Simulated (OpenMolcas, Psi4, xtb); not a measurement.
## How methods differ on GeH2 (SMILES [GeH2])

The species is GeH2 (3 atoms), meant as a singlet with charge 0. SMILES: `[GeH2]`. The shape is that of a PBE0-D4/def2-TZVP optimisation.

| atom | x (Å) | y (Å) | z (Å) |
| --- | --- | --- | --- |
| Ge | -0.5701 | 0.4051 | -0.2637 |
| H | 0.7830 | 0.7436 | 0.5090 |
| H | -0.2129 | -1.1487 | -0.2453 |

Each level gives the energy change with the Ge1–H3 bond stretched from 1.594 to 1.834 Å (eV). The values are calculated.

| level | kind | program | value (eV) | CPU time (all runs) |
| --- | --- | --- | --- | --- |
| GFN0-xTB | semi-empirical | xtb | 0.31 | under 2 s |
| HF/def2-TZVPPD (restricted) | Hartree–Fock | Psi4 | 0.33 | 8.4 s |
| SVWN5/def2-TZVPPD (restricted) | LDA | Psi4 | 0.26 | 17 s |
| PBE/def2-TZVPPD (restricted) | GGA | OpenMolcas | 0.23 | 28 s |
| TPSS/def2-TZVPPD (restricted) | meta-GGA | OpenMolcas | 0.27 | 38 s |
| r2SCAN/def2-TZVPPD (restricted) | meta-GGA | OpenMolcas | 0.29 | 36 s |
| BHLYP/def2-TZVPPD (restricted) | global hybrid | OpenMolcas | 0.32 | 25 s |
| B2PLYP/def2-TZVPPD (restricted) | double hybrid | OpenMolcas | 0.30 | 25 s |
| MP2/def2-TZVPPD (restricted) | perturbation theory | Psi4 | 0.35 | 9.7 s |
| CCSD/def2-TZVPPD (restricted) | coupled cluster or CI | Psi4 | 0.31 | 33 s |

All-electron rows without a relativistic Hamiltonian named are non-relativistic. The first shape isn't each level's own minimum. The values span 0.23 to 0.35 eV. In the correlated wave-function rows the outer d shell of Ge is correlated, in sets not made for it. Times are those of the runs behind each value, whatever else they computed, on shared processors of several kinds: orders of magnitude only.

Stretching one Ge–H bond costs energy at every level, but the semi-local functionals all make it easier than CCSD does (0.31 eV), with PBE lowest at 0.23 eV. HF, BHLYP and MP2 lie above CCSD. Correlation does not shift the result in one direction: MP2 raises the HF value, while CCSD lowers it.

The bond being stretched is largely Ge 4p–H 1s in character, while the Ge lone pair has mainly 4s character, which fits the near-right-angled shape. Over so short a stretch, the energy depends on both the curvature of the potential and its slope at the starting point. PBE's low value therefore probably reflects a minimum at a longer bond length as well as a softer bond. For the same reason, the spread cannot be read directly as a spread in force constants.

GFN0-xTB matches CCSD to the printed precision, but agreement on a single displacement does not validate its whole potential curve. Nor does the ordering here establish how the methods would rank for complete Ge–H dissociation, where static correlation can become important.
